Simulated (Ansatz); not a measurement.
# A series in volume per atom on AsAu

Results calculated with Ansatz 0.2.0, not measured. Periodic Kohn-Sham DFT of a crystal at fixed atoms; pressure and stress are positive in compression; the energy is the free energy less that of spherical unpolarised free atoms; site moments are those in the method's own spheres, positive along +z.

Cell of the first row (space group F-43m, No. 216):
```
AsAu
1.0
      0.0000     2.8612     2.8612
      2.8612     0.0000     2.8612
      2.8612     2.8612     0.0000
Au As
1 1
Direct
  0.00000 0.00000 0.00000
  0.25000 0.25000 0.25000
```

Settings of every row: method frozen-core PAW; functional PBE; relativity scalar; k mesh 11x11x11; filling fermi-dirac; smearing width 0.08 eV; wave cutoff 420 eV; paw set soft_2.

Atom start moment: 0 on all atoms.

Limits: no spin-orbit coupling on heavy atoms; the cell comes from a prototype or a list of computed structures and needn't be the stable phase.

```
row  volume per atom (Å³)  pressure (GPa)
  1                23.423           5.167
  2                24.406           1.501
  3                24.904          -0.031
  4                25.402          -1.375
  5                26.399               ?
```

Question: what pressure should row 5 give?

Worked fit of pressure. Take u = (V_r/V)^(2/3) − 1 with V_r = 24.655 Å³ an atom, which is twice the finite (Eulerian) strain; such expansions in the strain, on which the Birch-Murnaghan equation of state is built, carry the rest volume and the bulk modulus. The shown rows have u = 0.03476, 0.00679, -0.00668, -0.0197. Least squares give pressure = 0.7098 + 113.908 × u + 411.8 × u² GPa; a straight line predicts inner rows, each left out in turn, worse (root mean square 0.19 against 0.0035 GPa). The rows lie off it by 0.000, -0.001, 0.002, -0.001. The pressure vanishes at u = -0.0064, or V = 24.89 Å³ an atom, and there the bulk modulus at fixed shape and fractions is B = −V dP/dV = (2/3)(1 + u) dP/du = 72 GPa. The withheld row has u = -0.04454, so the fit gives 0.7098 + 113.908 × (-0.04454) + 411.8 × (-0.04454)² = -3.547 GPa.

The calculation gave -3.582 GPa. The fit lies 0.035 GPa (0.4 % of the column's range) above it; its largest miss of a shown row is 0.002 GPa. This row lies beyond the range of the fit.
